## What the real part knows about absorption ahead

In-plane light meets a static dielectric constant of about 16 in this calculation of MoS$_2$, and light polarised along the $c$ axis meets about 10. The imaginary part, which measures absorption, rises to between 20 and 30 at its strongest and is still about 5 to 6 at 7.4 eV. These are PBE values for independent electrons, without spin-orbit coupling. PBE normally makes band gaps too small, and excitons are left out, so the positions and heights of the peaks should not be read as those of a measured spectrum. Local fields would normally lower the constants, especially across the layers, so the true anisotropy is probably larger.

In the table, xx means polarisation in the plane and zz polarisation along $c$. The last two energies are open. Can the curves up to 7.4 eV tell what comes next?

MoS2, 6 atoms in the cell, space group P6_3/mmc (194), conventional a = 3.149, c = 12.090 Å, 17.31 Å³ an atom. Independent-particle dielectric function without local fields or excitons, curves broadened by 0.1 eV, including their values at zero energy. Ansatz 0.2.0, plane-wave PAW, scalar-relativistic; functional PBE; D3(BJ) dispersion correction; no spin polarisation; cutoff 420 eV; k mesh 12×12×4, made 1.5 times as dense for the optics. In all rows dielectric imaginary yy equals dielectric imaginary xx.

```csv
photon energy (eV),dielectric imaginary xx,dielectric imaginary zz,dielectric real xx,dielectric real zz
0,0,0,16.3,10.4
0.2,0,0,16.3,10.4
0.4,0,0,16.5,10.4
0.6,0,0,16.8,10.5
0.8,0,0,17.3,10.7
1.0,0,0,18.0,10.8
1.2,0,0,19.1,11.1
1.4,0,0,20.6,11.4
1.6,0.16,0,23.6,11.9
1.8,4.24,0,27.6,12.5
2.0,8.13,0.02,26.9,13.4
2.2,11.1,0.23,31.6,15.5
2.4,24.4,5.12,29.8,17.9
2.6,27.7,7.35,18.8,13.0
2.8,27.5,5.98,13.4,11.9
3.0,27.9,5.34,7.14,11.7
3.2,22.5,5.37,-0.39,12.7
3.4,14.9,6.43,1.45,10.9
3.6,14.6,4.38,4.00,12.2
3.8,13.9,5.21,4.44,14.2
4.0,16.6,8.60,4.98,15.7
4.2,16.1,8.56,3.83,12.3
4.4,18.6,8.38,-0.03,15.3
4.6,14.4,11.8,-1.86,17.8
4.8,13.3,17.9,-1.70,15.6
5.0,12.2,20.5,-1.97,9.92
5.2,11.3,18.9,-1.63,7.62
5.4,12.5,22.2,-1.45,7.03
5.6,11.2,24.0,-4.86,-2.71
5.8,8.86,16.2,-4.17,-8.16
6.0,8.39,10.2,-4.15,-6.13
6.2,7.32,8.66,-4.26,-4.31
6.4,5.64,7.03,-3.91,-3.36
6.6,5.68,6.10,-2.49,-2.31
6.8,5.39,5.25,-2.96,-1.26
7.0,4.74,5.06,-2.15,0.16
7.2,5.30,5.54,-2.19,0.93
7.4,4.65,5.91,-2.52,1.36
7.6,?,?,?,?
7.8,?,?,?,?
```

### Absorption below pushes down, absorption above pushes up

The real part $\varepsilon_1$ and the imaginary part $\varepsilon_2$ are tied together by the Kramers–Kronig relation. At a photon energy $W$ it reads

$$\varepsilon_1(W)=1+\frac{2}{\pi}\,\mathrm{P}\!\!\int_0^\infty \frac{w\,\varepsilon_2(w)}{w^2-W^2}\,dw ,$$

where $w$ runs over all photon energies and P means that the singular point is approached evenly from both sides. The sign of the denominator carries the physics. Electrons follow a field that oscillates more slowly than their own transitions, and this raises $\varepsilon_1$. They respond in opposite phase to a field that is faster, and this lowers it.

Two limits show what can be learned. At zero energy all absorption lies above and pushes up, with a weight that fades only slowly with distance, so the static constant also registers absorption that lies far ahead. Just below the end of the known range, the nearest unseen absorption has by far the largest weight. The real part there senses how strong the absorption is immediately ahead.

### Reading the remainder

At 7.4 eV the two imaginary parts are similar, but the real parts are −2.52 in the plane and +1.36 along $c$. The absorption in the known rows would by itself put both near −8. Unseen absorption must therefore lift the in-plane value by about 5.4 and the $c$-axis value by about 9.4. More absorption, or closer absorption, lies ahead along $c$.

The static constants agree. Absorption above 7.5 eV has to supply 1.8 of the in-plane constant and 2.4 of the $c$-axis constant. That is roughly a tenth and a quarter of what each constant has in excess of one.

The simplest stand-in for the unseen part is a flat shelf of height $L$ that runs from 7.5 eV to an upper edge $E$. Put into the integral, it adds

$$\Delta\varepsilon_1(W)=\frac{L}{\pi}\ln\left|\frac{E^2-W^2}{7.5^2-W^2}\right| ,$$

with energies in eV. Height and edge were fitted for each direction to the remainders at 0, 7.0, 7.2 and 7.4 eV. The height is an average weighted towards nearby energies. The edge trades against it and is no physical band limit, all the more because the real part includes only transitions to the bands that were solved.

### The forecast

The shelf heights are the forecasts for absorption at both open energies: 3.3 in the plane and 6.7 along $c$. In-plane absorption should thus drop below its value at 7.4 eV, to roughly 3 to 4, while $c$-axis absorption should rise above its own, to roughly 6 to 7.

The real part follows from adding the shelf to the known absorption. Along $c$ at 7.6 eV, a row outside the fit, the height is 6.70 and the edge 13.32 eV. The shelf then adds $(6.70/\pi)\ln(120/1.51)\approx 9.3$. The known absorption, together with the leading one, gives about −8.0, and the sum is close to 1.4.

For 7.8 eV the same steps give 1.1, so the $c$-axis real part should stay positive, near 1. The in-plane real part should stay negative and move towards zero, from −2.1 at 7.6 eV to −1.5 at 7.8 eV.

Each of the eight numbers carries an error bar of ±1.5, wide enough that neither the directions of the absorption nor the sign of the $c$-axis real part is certain. This is a judgement guided by a rehearsal in which the data stopped at 7.0 eV. The imaginary parts at 7.2 and 7.4 eV were then missed by up to 0.9, and the real parts at 7.4 eV by up to 1.3.

### The computed values

The withheld rows as computed:

```csv
photon energy (eV),dielectric imaginary xx,dielectric imaginary zz,dielectric real xx,dielectric real zz
7.6,4.21,7.27,-2.27,1.27
7.8,3.84,6.37,-2.47,-0.32
```

All eight values lie within the error bar, and absorption moves in the forecast directions: down in the plane, up along $c$. At 7.6 eV, though, both imaginary parts lie slightly above the narrower ranges of 3 to 4 and 6 to 7. The real parts at 7.6 eV are met to about 0.1. At 7.8 eV they are not. From 7.6 eV on, the in-plane value moves slightly away from zero instead of towards it and ends almost where it was at 7.4 eV, and the $c$-axis value turns negative, which makes its forecast sign wrong.

The in-plane shelf is too low at both energies, by 0.9 and 0.5, as it was in the rehearsal. A flat shelf that replaces a gradual decline must start below the true curve, and the computed absorption does decline step by step from 7.4 eV on. Simply keeping the value of 7.4 eV would have done better at 7.6 eV and worse at 7.8 eV, so in the plane the shelf has no clear advantage. Along $c$ it is the better guess at both energies, too low by 0.6 and then too high by 0.3.

The large misses of the real part at 7.8 eV have a common direction: both forecasts are too high, by 1.0 in the plane and 1.4 along $c$. Absorption one step below an energy lowers the real part there by about $(\ln 3)/\pi\approx 0.35$ of its height. Along $c$ the computed absorption at 7.6 eV exceeds the shelf by about 0.6, which explains only 0.2 of the miss. The rest suggests that absorption weakens just beyond 7.8 eV, where the table ends and cannot confirm it.

The $c$-axis numbers fit that reading. Absorption peaks at 7.6 eV among the last few rows and then falls, and a real part normally drops steeply across such a peak. A flat shelf has no peaks, so it can foresee the average strength of absorption but not this drop. A structure this narrow is also sampled coarsely by steps of 0.2 eV, and a single k mesh cannot show whether it is converged.

Kramers–Kronig itself is not on trial here, since the calculated curves obey it by construction; what the open rows test is the shelf. The same reasoning serves anyone who has both parts up to some highest energy, provided that the real part was not itself derived from a guess about the absorption beyond. If the real part there lies well above what the known absorption alone would give, more absorption lies ahead, and the static constant helps to tell how near it is. In this test the real part was met well one step beyond the data, though simply keeping its last known value would have done nearly as well there. Two steps beyond it was met poorly, and in the plane the last known value would have been much closer. The height of the absorption was missed by less than 1 at both steps. The fits, the rehearsal and all misses are in the output below.

Numerical output:

```
fit of dielectric_real_xx - bx on 4 rows: coefficient of log(abs((s**2 - w**2)/(7.5**2 - w**2)))/pi 3.343 +/- 0.027, s 17.35; rms 0.0464, worst 7.0 -0.0791, leave-one-out rms 0.0975
  rows outside the fit (model, value, miss): 7.6 5.408, 5.277, 0.131; 7.8 4.211, 3.207, 1
fit of dielectric_real_zz - bz on 4 rows: coefficient of log(abs((s**2 - w**2)/(7.5**2 - w**2)))/pi 6.702 +/- 0.0041, s 13.32; rms 0.00581, worst 0.0 0.00813, leave-one-out rms 0.0135
  rows outside the fit (model, value, miss): 7.6 9.327, 9.227, 0.0996; 7.8 6.899, 5.456, 1.44
part of the static constant xx that must come from absorption above 7.5 eV: 1.753
part of the static constant zz that must come from absorption above 7.5 eV: 2.441
back-test from data up to 7.0 eV, imaginary xx, forecast less computed at 7.2 and 7.4 eV: -0.9394, -0.2894
back-test from data up to 7.0 eV, imaginary zz, forecast less computed at 7.2 and 7.4 eV: 0.6223, 0.2523
back-test, real xx, forecast less computed at 7.4 eV: 1.284
back-test, real zz, forecast less computed at 7.4 eV: -0.7219
forecast of real xx at 7.6 and 7.8 eV (error bar 1.5 on every forecast): -2.139, -1.466
forecast of real zz at 7.6 and 7.8 eV (error bar 1.5 on every forecast): 1.37, 1.123
imaginary xx at 7.6 and 7.8 eV, shelf height less computed: -0.8671, -0.4971
imaginary zz at 7.6 and 7.8 eV, shelf height less computed: -0.5679, 0.3321
rival for imaginary xx, value at 7.4 eV less computed at 7.6 and 7.8 eV: 0.44, 0.81
rival for imaginary zz, value at 7.4 eV less computed at 7.6 and 7.8 eV: -1.36, -0.46
```
